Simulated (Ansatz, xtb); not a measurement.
## C4H5OPS: which of two isomers lies lower

Structure I: `COC1=PC=CS1`, a singlet. Structure II: `CSC1=PC=CO1`, a singlet. Both are isolated molecules in the gas phase, relaxed with r2SCAN-D4/def2-SVP; the shapes shown needn't be the lowest conformers.

I (Å):

```xyz
12

C     1.3095    1.6162    0.8572
C     0.2540    0.5737   -0.9497
C     0.2875   -1.6350   -2.2007
C    -0.6594   -0.8854   -2.8382
O     0.3562    1.6722   -0.1926
P     1.1446   -0.9238   -0.8127
S    -0.9296    0.7027   -2.2182
H     1.2651    2.5835    1.3718
H     2.3222    1.4463    0.4510
H     1.0645    0.7992    1.5586
H     0.5128   -2.6516   -2.5383
H    -1.2601   -1.1909   -3.6986
```

II (Å):

```xyz
12

C    -0.1637   -0.6605    1.4981
C    -0.6151    1.1940   -0.4853
C     0.0162    0.3908   -2.4853
C    -0.4297    1.6142   -2.8656
O    -0.0831    0.1431   -1.1472
P    -1.0306    2.5647   -1.4744
S    -0.7994    1.0171    1.2420
H    -0.2507   -0.8437    2.5777
H    -0.7643   -1.3984    0.9486
H     0.8896   -0.7341    1.1945
H     0.4414   -0.4368   -3.0520
H    -0.4160    1.9592   -3.9009
```

Quicker runs give these differences E(II) − E(I): GFN2-xTB −2.65 kcal/mol; HF/STO-3G −5.53 kcal/mol (at GFN2-xTB geometries); r2SCAN-D4/def2-SVP//GFN2-xTB −0.10 kcal/mol.

Task: Estimate E(II) − E(I) at the level CCSD(T)/def2-SVP + ΔMP2/def2-TZVPP.

Result: Too close to call at this level: CCSD(T)/def2-SVP + ΔMP2/def2-TZVPP gives E(II) − E(I) = +0.98 kcal/mol.

How the difference moves with the method:

```
                             level            geometry  E(II) − E(I) (kcal/mol)  departure from the last row (kcal/mol)  job, with rough time for the two
                          GFN2-xTB            GFN2-xTB                     −2.65                                   −3.63              optimisation, 0.15 s
                         HF/STO-3G            GFN2-xTB                     −5.53                                   −6.51              single point, 0.38 s
      r2SCAN-D4/def2-SVP//GFN2-xTB            GFN2-xTB                     −0.10                                   −1.08               single point, 3.7 s
                r2SCAN-D4/def2-SVP  r2SCAN-D4/def2-SVP                     −0.27                                   −1.25                optimisation, 28 s
                       HF/def2-SVP  r2SCAN-D4/def2-SVP                     −0.85                                   −1.83           part of the CCSD(T) run
                      MP2/def2-SVP  r2SCAN-D4/def2-SVP                     +0.09                                   −0.89           part of the CCSD(T) run
                  CCSD(T)/def2-SVP  r2SCAN-D4/def2-SVP                     −0.48                                   −1.46                      single point
CCSD(T)/def2-SVP + ΔMP2/def2-TZVPP  r2SCAN-D4/def2-SVP                     +0.98                                                        single point, 47 s
```

As drawn, both hold the same kinds of bond in the same numbers.

The largest departure from CCSD(T)/def2-SVP + ΔMP2/def2-TZVPP is that of HF/STO-3G, 6.51 kcal/mol. The last row adds to CCSD(T) the change of the MP2 difference between the two basis sets, here +1.46 kcal/mol.

With thermal terms from frequencies at re-optimised GFN2-xTB minima (ideal gas, soft modes damped towards free rotors, one conformer each, 298.15 K, 1 atm): the zero-point term adds −0.04 kcal/mol; ΔH is +1.08 and ΔG +0.59 kcal/mol.

The correlated steps freeze 15 core orbitals. Run with Ansatz 0.2.0, xtb 6.7.1; the last row on 4 threads of Arm Neoverse V1 on a shared host.

The two isomers are almost equal in energy. The positive final difference nominally favours the 2-methoxy-1,3-thiaphosphole (I) over the 2-methylthio-1,3-oxaphosphole (II), but it does not establish an order. Exchanging oxygen and sulfur between ring and side chain probably sets two effects against each other. Ring sulfur generally supports aromatic delocalisation better than the more electronegative oxygen, and methoxy is a good π donor towards the C=P carbon. Structure II, in return, has both ring-oxygen bonds to unsaturated carbon, where C–O bonding is strong. In both structures the methyl group lies close to the ring plane, so the exocyclic lone pair can conjugate.

The sign depends more on the basis set than on the treatment of correlation: the +1.46 kcal/mol basis correction outweighs the CCSD(T)/def2-SVP preference for II. This suggests that describing polarisation around sulfur and phosphorus evenly in the two settings is the demanding part. Near-equal energies do not imply easy interconversion, which would require breaking and remaking C–O and C–S bonds.
